Row 2 looks as if it should be high in energy. Its chain folds so that a fluorine atom comes back over a silicon atom four bonds away, and that silicon is also wedged between the two heaviest groups on the carbon two bonds away. In pentane a fold of this kind pushes the two end methyl groups into each other and costs roughly 3 kcal/mol. Here the folded shape lies only 0.15 kcal/mol above the lowest DFT energy, while two more open shapes lie more than 2 kcal/mol up.

Five conformers of gas-phase FC[C@H]([SiH3])C[SiH2][C@@H](F)[SiH3]; torsions in order F1–C2–C3–Si4, Si4–C3–C5–Si6, C3–C5–Si6–C7, C5–Si6–C7–Si9. DFT energies are CAM-B3LYP-D3(BJ)/6-31G(d) (PySCF 2.14.0) at GFN2-xTB geometries (tblite 0.8.0); free energies and weights add GFN2-xTB quasi-harmonic terms at 298.15 K.

```tsv
number	torsions in degrees	GFN2-xTB energy above its lowest (kcal/mol)	DFT energy above the lowest (kcal/mol)	free energy above the lowest (kcal/mol)	weight (%)	dipole (D)
1	(-171,71,49,51)	0.200	0.000	0.000	38.20	1.110
2	(54,-75,167,56)	0.000	0.150	0.050	35.10	2.320
3	(53,-75,170,177)	0.550	0.520	0.280	23.70	1.730
4	(61,176,-162,-60)	0.160	2.440	1.900	1.60	1.920
5	(-54,172,-171,55)	0.740	2.720	1.920	1.50	1.750
```

The molecule is the chain F1–C2–C3–C5–Si6–C7–Si9, with a silyl group, Si4, on C3 and the second fluorine, F8, on C7. A torsion is the twist about the middle bond of four atoms in a row: near 60° in size the outer atoms are neighbours (gauche), near 180° they are opposite (anti). The DFT energies fall into two groups, rows 1 to 3 within 0.52 kcal/mol and rows 4 and 5 at 2.44 and above. The second torsion divides them in the same way: Si4 and Si6 are gauche in the low group and anti in the high one.

Placing the two bulky silicon groups far apart is therefore not what lowers the energy. The reading argued here looks instead at where the C2–F1 bond and its fluorine point.

### Row 1: a C–F bond opposite a C–Si bond

Row 1 does not have the fold of row 2. F1 is about 4.7 Å from Si6, as estimated from the torsions and standard bond lengths. Three torsions set this row apart. The first is −171°, so the C2–F1 bond stands anti to the C3–Si4 bond. The second is 71°, where rows 2 and 3 have −75°, so Si6 stands opposite C2 and not beside it. The third is 49°, where every other row is close to anti, and this bends the far end of the chain back towards Si4.

Theory gives a reason why the first of these should help. The electrons of a C–Si bond are held less tightly than those of a C–C or C–H bond, so they are easier to share. The antibonding orbital of a C–F bond is a good acceptor, and it overlaps best with a donor bond that stands anti to it. Some electron density can then pass from the C–Si bond towards the C–F bond, which is the beta-silicon effect in a mild form.

That this is what brings row 1 down remains a plausible assignment. The other two torsions offer rival causes. With Si6 opposite C2, the chain is less crowded there than in rows 2 and 3. The bend at the far end brings F8 to an estimated 3.8 Å from Si4, near the distance at which the two atoms touch, where a weak attraction is possible. The total energies do not separate these effects.

### Rows 2 and 3: a fold that brings attraction

In row 2 the first torsion is 54°, so F1 is gauche to Si4 and the donation just described is largely lost. The fold takes its place. How close it brings F1 to Si6 can be worked out from the torsions, with bond lengths of 1.53 Å for C–C, 1.89 Å for C–Si and 1.39 Å for C–F, and 112° for every bond angle.

1. C2 and Si4 sit about 120° apart around C3, and the handedness of C3 fixes the direction. The twist C2–C3–C5–Si6 is then −75° + 120° = 45°, and F1–C2–C3–C5 is 54° − 120° = −66°. The opposite signs make the fold.
2. Put C3 at the origin, C5 on the x axis and C2 in the xy plane. The bond lengths and angles fix how far Si6 lies along the axis and how far off it, and the 45° twist fixes the direction in which it stands off.
3. Adding the C–F bond to C2, turned by −66° about the C2–C3 bond, puts F1 on the same side of the xy plane as Si6.
4. The distance between the two positions then comes to about 2.7 Å.

The van der Waals radii of fluorine and silicon add up to roughly 3.6 Å, so this is a close contact. Opening all the assumed angles by a few degrees lengthens the distance by a few tenths of an ångström, which still leaves it below that sum. The same construction gives 2.7 Å for row 3 and at least 3.8 Å for the other three rows. It identifies the folded rows clearly, but it gives no energies, and it says nothing about why row 1 is low.

The difference from pentane lies in the atoms that meet. Two methyl groups have little to offer each other at short range except repulsion. Here the repulsion should be weaker from the start, because fluorine is smaller than a methyl group and a C–Si bond is longer than a C–C bond. An attraction can then offset much of what remains. Fluorine carries negative charge and silicon positive charge, so these two attract. Silicon can also accept some electron density from a fifth neighbour, especially opposite a bond to an electron-poor group.

Row 2 meets that condition. The estimated angle F1–Si6–C7 is 167°, so F1 approaches Si6 almost exactly opposite C7, the carbon that carries the second fluorine. A lone pair on F1 then points at the antibonding orbital of the Si6–C7 bond. The comparison with pentane thus holds for the shape of the fold and ends where the chemistry of the two chain ends begins.

Row 3 keeps the fold and turns only the far end of the molecule, about the Si6–C7 bond. The last torsion goes from 56° to 177°, and the energy rises by just 0.37 kcal/mol. The Si–C bond is long, so the groups at its two ends crowd each other little in either position. The dipole changes more visibly, from 2.32 to 1.73 D, because the C7–F8 bond now points another way.

### Rows 4 and 5: more room, less binding

Row 4 makes the most telling comparison with row 2. Its first torsion is nearly the same, 61° against 54°, so neither row has the C–F bond anti to C–Si. The main change is a turn about the C3–C5 bond, which moves Si6 away from both Si4 and F1. Crowding is relieved, and yet the DFT energy rises by 2.44 − 0.15 = 2.29 kcal/mol.

That is what the loss of an attraction would look like, most simply the one between F1 and Si6. The turn parts Si4 from Si6 as well, however, and the energies cannot tell how much each pair counts. The far end of the molecule turns as well between these rows, but the step from row 2 to row 3 shows that such a turn can be cheap. Part of the rise may still be an artefact. In a small basis set, atoms in close contact borrow each other's functions, and this can make the folded shapes look too stable.

In row 5 F1 points away from Si6, at an estimated 4.6 Å, and its bond stands anti to C3–C5, a poorer donor than C–Si. Like row 4, this row has neither of the two arrangements proposed above as stabilising. It ends up close to row 4, only 0.28 kcal/mol higher.

### From energies to weights

The free energies narrow the gap without closing it. Relative to row 1, the thermal terms favour row 4 by 0.54 and row 5 by 0.80 kcal/mol. Open chains usually have softer twisting motions and hence more entropy, which is the likely reason. At room temperature a free energy of 1.90 kcal/mol still means a population of only about 4 % of that of row 1, and rows 4 and 5 together hold 3.1 % of the weight.

Rows 1 and 2, in contrast, are tied. Their free energies differ by 0.05 kcal/mol, which is no more than the noise of such calculations. Two unlike shapes share the lead, one with a well-aligned C–F bond and the other with a fluorine resting against silicon.

The size of the gap depends heavily on the level of theory. GFN2-xTB agrees that the fold of row 2 carries no large net penalty, since it places that row lowest. But it puts row 4 only 0.16 kcal/mol higher, where DFT finds 2.29. If the GFN2-xTB energies replace the DFT energies and the thermal terms are kept, the Boltzmann weight of rows 4 and 5 rises from 3 % to 55 %.

The low cost of the fold is thus common to both levels, while the high cost of the open shapes rests on DFT alone, computed at GFN2-xTB geometries. The weights also refer to these five shapes only. The search found thirteen distinct minima, and the five kept hold about three quarters of the GFN2-xTB weight. A dropped shape that DFT favours would take its share from all five and could even lie below row 1.

In these five shapes, then, bulk is a poor guide to the energy. The fold of rows 2 and 3 puts a fluorine against a silicon, and an attraction between the two, together with the small size of fluorine, is the likely reason why it costs so little. Row 1 stands alone in three of its torsions, so its low energy has plausible causes but no isolated one.
